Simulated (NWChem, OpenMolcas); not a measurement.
# How basis sets differ on SnSiH6 (SMILES [SiH3][SnH3])

SnSiH6 has 8 atoms, charge 0, and is taken as a singlet. SMILES: `[SiH3][SnH3]`. The coordinates come from a PBE0-D4/def2-TZVP relaxation.

Quantity: the HOMO–LUMO gap, in eV. The values are calculated.

```csv
level,kind,program,value (eV)
HF/STO-3G,Hartree–Fock,NWChem,18.46
HF/3-21G,Hartree–Fock,OpenMolcas,13.66
HF/def2-SVP (core potential),Hartree–Fock,OpenMolcas,13.77
HF/def2-SVPD (core potential),Hartree–Fock,OpenMolcas,12.26
"HF/def2-TZVPD (RICD fitting, core potential)",Hartree–Fock,OpenMolcas,12.02
```

All-electron rows without a relativistic Hamiltonian named are non-relativistic, while core potentials hold scalar relativity, so basis and relativity change together. The values span 12.02 to 18.46 eV. A Hartree–Fock LUMO above zero doesn't converge with the basis: it sinks as sets grow more diffuse. Orbital gaps aren't excitation energies.

The gap falls sharply from 18.46 eV with STO-3G to 13.66 eV with 3-21G, then barely responds to the change to def2-SVP, which gives a slightly larger value and so breaks the otherwise downward order. The clearest comparison is between def2-SVP and def2-SVPD, where added diffuse functions alone lower the gap from 13.77 to 12.26 eV. The further step to def2-TZVPD matters much less.

The empty level is probably responsible for most of this. The HOMO should be largely the Si–Sn σ bond, a compact orbital that a split-valence set already describes reasonably well. A minimal set confines the LUMO to valence antibonding combinations with no radial freedom, which pushes it up. Diffuse functions let it spread outside the molecule, where it loses kinetic energy and much of its σ* character. The larger gaps therefore reflect confinement by the basis rather than a stronger Si–Sn bond. Without the separate orbital energies, the shares of HOMO and LUMO in each shift remain undetermined.
